The runs below take one ZnSe crystal with its atoms held fixed and change only the k mesh, the grid of electron wavevectors over which the energy is averaged. The level of theory is r2SCAN with a dispersion correction and a Hubbard term of 3.5 eV on the Zn 3d shell, the same in every run. Energies are counted from the 9x9x9 run, and a positive pressure means that the crystal pushes outwards. The analysis printed after the text gives the errors and decay rates used here.

Ansatz 0.2.0, r2SCAN with D3(BJ)+ATM dispersion, a Hubbard term of 3.5 eV on Zn 3d and PAW potentials: single points of zinc-blende ZnSe (2-atom cell) on unshifted k meshes. The wave cutoff is 500 eV, the density cutoff 2000 eV and the SCF threshold 10⁻⁵, with fixed occupations. Energies are relative to the 9x9x9 mesh, and pressure is positive in compression.

| k mesh | energy less reference (meV/atom) | pressure (GPa) |
| --- | --- | --- |
| 2x2x2 | 701.3 | 5.230 |
| 3x3x3 | 126.3 | 0.680 |
| 4x4x4 | 28.3 | -0.280 |
| 6x6x6 | 2.0 | -0.570 |
| 7x7x7 | 0.6 | -0.590 |

### 1. Is a coarse mesh too high or too low in energy?

It is too high in all five rows, and the excess shrinks at every refinement. At 2x2x2 it is 701 meV/atom, large enough to swamp most energy differences between crystal structures. At 6x6x6 it is 2 meV/atom.

A likely reason for the sign lies at the zero wavevector, called Γ, which belongs to each of these meshes. In zinc-blende crystals the upper valence bands have their highest energy there. The 2x2x2 mesh gives this one point an eighth of the total weight, far more than it deserves, and so counts too many electrons at high energy.

### 2. Why does the error vanish so much faster than the weight of Γ?

From 2x2x2 to 7x7x7 the weight of Γ falls about 43-fold, while the energy error falls about 1200-fold. The other mesh points must therefore compensate for Γ better and better. How they do so is easiest to see in real space.

The quantity averaged over the mesh varies smoothly with the wavevector, because ZnSe has a gap and its bands are either full or empty. Such a function is a sum of waves, each belonging to a lattice vector, that is, to a distance between equivalent atoms. A mesh with $N$ divisions averages nearly all these waves to zero, as it should. It fails only for those that repeat exactly from one mesh point to the next, and the shortest of these belong to the distance

$$L = N d, \qquad d \approx 4.0\ \text{Å},$$

where $d$ is the edge of the primitive cell. The error thus measures how strongly electrons still link equivalent atoms a distance $L$ apart. In an insulator this link dies off roughly exponentially, which gives

$$\Delta E(N) \approx A\,e^{-bN}.$$

Here $\Delta E$ is the energy error, $A$ sets its size and $b$ is the decay per added division. Each further division pushes the unwanted terms out by another 4 Å and divides the error by a factor that is only roughly constant, as the next answer shows.

### 3. Can the next mesh be predicted from the previous ones?

Yes, with two rows and a square root. Between 4x4x4 and 6x6x6 the error falls from 28.3 to 2.0 meV/atom, a factor of about 14 in two steps. One step is then worth $\sqrt{14} \approx 3.8$, and the prediction for 7x7x7 is

$$\Delta E(7) \approx \frac{2.0}{3.8} \approx 0.53\ \text{meV/atom}.$$

The table has 0.6 for this row, which was not used in the estimate. The estimate errs on the low side, and by a little more than it seems, because the 9x9x9 reference is itself slightly too high.

An exponential fitted to all five rows misses none of them by more than a factor of 1.25, although the errors span three orders of magnitude. A single power of $N$ does worse, and the power needed between neighbouring rows climbs from about 4 to 8. The exponential is not perfect either: one added division cuts the error 5.6-fold at the coarse end but only 3.5-fold at the fine end. Theory allows for such a drift, since the exponential usually comes with a more slowly varying factor. In practice, an extrapolation from coarse meshes promises too much, and the more so the further it is carried.

### 4. Why does the pressure change sign?

Pressure is the slope of the energy with volume, taken with a minus sign. If the mesh error depends on volume, it adds a false pressure:

$$\Delta p = -\frac{d\,\Delta E}{dv},$$

with $v$ the volume per atom. The computed pressures show that the error shrinks as the crystal expands, by somewhat more than one per cent for each per cent of volume. The real-space picture alone does not fix this sign, because two effects compete. Atoms farther apart are linked more weakly, which shrinks the error. Expansion is also known to narrow the gap of ZnSe, which lets the electrons reach farther and enlarges it. If the error depended on $L$ alone, the percentage would keep growing with $N$. It does so up to 4x4x4 and then falls back, as the second effect would have it, though no run at another volume tests this. In these rows the first effect wins, and the mesh error favours swelling.

At 3x3x3 this false push outwards is 1.27 GPa. It turns a crystal that should contract slightly, at −0.60 GPa on the reference mesh, into one that wants to expand, at +0.68 GPa. The 4x4x4 mesh restores the right sign but only about half the size.

### 5. What would that do to a relaxed lattice constant?

A false pressure shifts the cell edge $a$ by roughly

$$\frac{\Delta a}{a} \approx \frac{\Delta p}{3B},$$

where $B$ is the bulk modulus, the stiffness against uniform compression. With a rough recalled value of 60 GPa for ZnSe, the 3x3x3 mesh would make the edge about 0.7% too long. At 4x4x4 the error drops to about 0.2%, and at 6x6x6 to about 0.01%.

The first of these shifts matters wherever lattice constants are compared, for instance when judging the strain of a film on a substrate. A structure should therefore be relaxed on a mesh whose pressure has settled. Refining the mesh only for the final energy leaves the wrong geometry in place.

### 6. Why does the band gap move, if Γ is in every mesh?

ZnSe is known to have both its highest filled and its lowest empty state at Γ, so no mesh here overlooks a band edge. Yet in the same runs the gap is 134 meV too small at 2x2x2 and 37 meV too small at 3x3x3, relative to the reference mesh. The levels themselves must have moved.

They move because the mesh also builds the electron density, along with the kinetic-energy density that r2SCAN uses, and these set the potential in which the levels are computed. The energy parts bear this out. From 3x3x3 to 9x9x9 the local attraction of the smooth electron density to the atomic cores weakens by 3.1 eV per cell, its self-repulsion drops by 2.7 eV and the kinetic term drops by 0.9 eV, while the total, with the smaller terms included, falls by only 0.25 eV. The electrons have been redistributed, and most of the effect on the total cancels.

It follows that a fine list of wavevectors added afterwards, as for a band-structure plot, does not repair a density made on a coarse mesh. The density has to be converged first. At 6x6x6 the gap is within about 1 meV of the reference.

### 7. What changes with a larger cell, or with a metal?

For cells of the same shape and meshes that contain Γ, the length $L$ matters, not the number of divisions. Doubling all three edges of the primitive cell gives 16 atoms, and a 3x3x3 mesh on this cell samples the perfect crystal exactly as 6x6x6 does on the small one. The error is again 2 meV/atom. Using Γ alone for the 16 atoms would repeat the 2x2x2 row, with its 701 meV/atom, although the cell may look large.

Equal $L$ need not mean equal error once the shape or the origin of the mesh changes. A cubic cell places the shortest wrongly counted waves in other directions and in another number. Shifting the mesh of the primitive cell by half a step along all three axes reverses the sign of six of the twelve shortest waves, and they cancel the other six. Such a mesh should converge faster in energy, but it misses Γ and so the band edges. It was not run here.

For another insulator the same reasoning holds with a different decay. Theory links a narrower gap to electrons that reach farther, and so to a longer $L$ for the same accuracy. In a metal some bands are cut off at the Fermi level, the averaged quantity is no longer smooth, and the exponential decay is lost. Metals therefore need denser meshes, usually together with a smearing of the occupations.

### 8. Which digits can be trusted?

As far as the mesh is concerned, the energy is good to about 2 meV/atom at 6x6x6 and to better than 1 at 7x7x7. The reference has a mesh error of its own, about 0.05 meV/atom if the last decay rate continues, and somewhat more since that rate is still slowing. For pressure, the last two rows differ by 0.02 GPa. The pressure errors still fall regularly at that level, but with the loose threshold for self-consistency used here the last digit deserves little weight.

These digits describe the mesh alone. The plane-wave cutoff was not varied, and it can shift the pressure by more than the last mesh refinements do. The gap shows the distinction most clearly: it settles at 1.97 eV, whereas experiment gives roughly 2.8 eV. Spin-orbit coupling, which is left out, would lower the computed value further, so the shortfall belongs mainly to the functional, and no finer mesh will remove it.

For this cell and unshifted meshes, 6x6x6 is a sensible working mesh for energies, relaxation and gap, with one run at 7x7x7 as a check. The 2x2x2 and 3x3x3 meshes serve only to test that an input runs.

Printed output of the fit:

```
Errors against 9x9x9:
    row  energy meV/atom  pressure GPa  gap meV  rough edge error percent
  2x2x2            701.3         5.823   -133.8                     3.235
  3x3x3            126.3         1.274   -36.51                    0.7076
  4x4x4            28.31        0.3164   -10.84                    0.1758
  6x6x6             2.05       0.02143   -1.157                   0.01191
  7x7x7             0.59       0.00543   -0.364                  0.003017
Rates and lengths:
    row  repeat length A  decay rate per step  local power of N  minus log volume slope
  2x2x2            8.016                  n/a               n/a                   1.179
  3x3x3            12.02                1.714             4.227                   1.432
  4x4x4            16.03                1.496               5.2                   1.588
  6x6x6            24.05                1.313             6.475                   1.485
  7x7x7            28.06                1.245              8.08                   1.307
fit of log(err) on 5 rows: constant 9.141 +/- 0.22, coefficient of nk -1.399 +/- 0.047; rms 0.15, worst 2x2x2 -0.21, leave-one-out rms 0.279
fit of log(err) on 5 rows: constant 10.81 +/- 0.54, coefficient of log(nk) -5.661 +/- 0.37; rms 0.291, worst 4x4x4 -0.376, leave-one-out rms 0.591
Largest misfit of exponential, as a factor: 1.234
Largest misfit of power law, as a factor: 1.456
Energy error 2x2x2 over 7x7x7: 1189
Pressure error 2x2x2 over 7x7x7: 1072
Gap error 2x2x2 over 7x7x7: 367.5
Weight of Gamma 2x2x2 over 7x7x7: 42.88
Estimated own mesh error of 9x9x9 if last rate holds, meV/atom: 0.04887
Rough edge strain of the cell at 9x9x9 pressure, percent: 0.3307
Change of kinetic energy 3x3x3 to 9x9x9, eV/cell: -0.9404
Change of local potential energy 3x3x3 to 9x9x9, eV/cell: 3.119
Change of Hartree energy 3x3x3 to 9x9x9, eV/cell: -2.719
Change of total energy 3x3x3 to 9x9x9, eV/cell: -0.2527
```
